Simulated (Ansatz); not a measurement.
**Abstraction of Br: CHBr2Cl + C2H5Si → CHBrCl + C2H5BrSi**

Species: CHBr2Cl (chlorodibromomethane) `ClC(Br)Br`, singlet; C2H5Si `C=C[SiH2]`, doublet; CHBrCl `Cl[CH]Br`, doublet; C2H5BrSi `C=C[SiH2]Br`, singlet. A radical takes Br: the energy is the difference in strength between the C–Br bond broken and the Si–Br bond made.

Shapes, held fixed at every level: PBE0-D4/def2-TZVP. Flexible molecules stand in one conformer, not always the lowest. Programs: Ansatz 0.2.0. The zero-point and thermal change to 298 K, harmonic and unscaled (PBE0-D4/def2-TZVP), is +0.4 kJ/mol.

Question: Estimate ΔH(298 K) of this reaction.

Answer: B2PLYP/def2-TZVPP gives ΔH(298 K) = -143.3 kJ/mol; the levels span -173.6 to -125.5. The median of the levels is -147.1. No measured value is set beside it here. Spin contamination: C2H5Si (⟨S²⟩ up to 0.90). Open shells run unrestricted. Relativity is left out for Br. Outer-core shells of Br are correlated, in sets that cover them unevenly.

| level | kind | ΔH(298 K) (kJ/mol) |
| --- | --- | --- |
| HF/def2-SVP | Hartree–Fock | -169.7 |
| HF/def2-TZVPP | Hartree–Fock | -173.6 |
| PBE-D4/def2-TZVPP | GGA | -125.5 |
| B3LYP-D4/def2-TZVPP | global hybrid | -139.5 |
| r2SCAN0-D4/def2-TZVPP | global hybrid | -151.1 |
| wB97M-V/def2-TZVPP | range-separated hybrid | -145.7 |
| wB97X-V/def2-TZVPP | range-separated hybrid | -148.5 |
| B2PLYP/def2-TZVPP | double hybrid | -143.3 |

Bromine transfer from carbon to silicon is strongly exothermic at every level, so the direction is secure, while the magnitude depends on the treatment of exchange and correlation. The driving force is the stronger Si–Br bond. Silicon is more electropositive than carbon, which gives the bond more ionic character, and bromine lone pairs can also donate into σ* orbitals on silicon. On the other side, the C–Br bond is weakened because the remaining chlorine and bromine stabilise the carbon radical by lone-pair donation. Vinyl conjugation in the silyl radical probably offsets little of this, since a pyramidal silicon centre overlaps poorly with the π system.

One bond is exchanged for another of the same type, so the thermal term of +0.4 kJ/mol is minor and the enthalpy is essentially electronic. Hartree–Fock gives the most exothermic values and PBE-D4 the least, perhaps because they describe bond polarity and correlation differently. The exothermicity fits the use of silyl radicals as halogen abstractors, but does not itself establish a low barrier.
